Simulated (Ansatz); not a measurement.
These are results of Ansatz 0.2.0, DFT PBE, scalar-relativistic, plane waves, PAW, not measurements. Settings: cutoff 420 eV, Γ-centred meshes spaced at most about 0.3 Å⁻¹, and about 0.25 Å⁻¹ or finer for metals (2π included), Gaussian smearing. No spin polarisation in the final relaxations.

The zero of energy is the elements' standard structures at the same level (N₂ as a molecule); no fitted shifts are applied.

A relaxed structure of ZnInC4N4 has 22.97 Å³/atom, +0.53 eV/atom against the elements, no gap on its mesh:

```
Zn In C N
1.0
     6.12468    0.00000    0.00000
     0.00000    6.12468    0.00000
     0.00000    0.00000    6.12468
Zn In C N
1 1 4 4
Direct
  0.50000 0.50000 0.50000
  0.00000 0.00000 0.00000
  0.20440 0.20440 0.20440
  0.20440 0.79560 0.79560
  0.79560 0.20440 0.79560
  0.79560 0.79560 0.20440
  0.31485 0.31485 0.31485
  0.31485 0.68515 0.68515
  0.68515 0.31485 0.68515
  0.68515 0.68515 0.31485
```

Problem. Ga takes the place of In on the same sites, and the cell is relaxed. What changes?

Solution. ZnGaC4N4 has a = 5.896 Å: 20.49 Å³/atom, +0.44 eV/atom against the elements, no gap on its mesh. The volume per atom changes by -10.8 % and the formation energy by -0.09 eV/atom (from unrounded values). Covalent radii: In 1.42 Å, Ga 1.22 Å; electronegativities 1.78 and 1.81. The cell follows the size of the atom. Around Zn lie 4 N at 1.96 Å; Ga has 4 C at 1.97 Å; around C lie 1 N at 1.17 Å and 1 Ga at 1.97 Å; N is surrounded by 1 C at 1.17 Å and 1 Zn at 1.96 Å.

```cif
data_structure
_symmetry_space_group_name_H-M 'P-43m'
_symmetry_Int_Tables_number 215
_cell_length_a 5.8956
_cell_length_b 5.8956
_cell_length_c 5.8956
_cell_angle_alpha 90.000
_cell_angle_beta 90.000
_cell_angle_gamma 90.000
_cell_volume 204.92
loop_
_atom_site_label
_atom_site_type_symbol
_atom_site_symmetry_multiplicity
_atom_site_Wyckoff_symbol
_atom_site_fract_x
_atom_site_fract_y
_atom_site_fract_z
_atom_site_occupancy
Zn1 Zn 1 b 0.50000 0.50000 0.50000 1
Ga1 Ga 1 a 0.00000 0.00000 0.00000 1
C1 C 4 e 0.19296 0.19296 0.19296 1
N1 N 4 e 0.30766 0.30766 0.30766 1
```

The two cells were relaxed from separate starts that ended on the same group and sites; neither need be the stable form of its compound. In ZnInC4N4 P-43m, ZnGaC4N4 P-43m an odd number of electrons in the primitive cell allows no gap without spin; a larger cell or a magnetic state could open one. A magnetic state wasn't ruled out in cells without spin, among them ZnInC4N4 P-43m, ZnGaC4N4 P-43m. The reference form of C is held partly by dispersion forces, which this level lacks. Cells relaxed within their symmetry can be saddle points.

The contraction on replacing In with Ga sits almost entirely in the metal-carbon bond. The coordinates give practically the same C-N and Zn-N distances in both cells, and C-N at 1.17 Å is typical of an intact cyanide triple bond. The stiff, linear Zn-N-C-M links pass the smaller radius of Ga straight into the cell edge. With nearly equal electronegativities, the lower formation energy probably reflects stronger Ga-C bonding through better overlap with the more compact Ga orbitals, although it also contains the difference between the two elemental metals.

Both compounds remain endothermic, as is common for cyanides measured against carbon and the very strongly bound N₂. Counted as Zn(II), M(III) and four cyanide anions, the formula has one electron too many, and the exchange within the group leaves this unchanged. The surplus probably enters antibonding metal-carbon or cyanide π* states, so Ga shrinks the cell but does not remove the electron mismatch. Whether the reversed cyanide orientation, with carbon on Zn, would be lower in energy remains open.
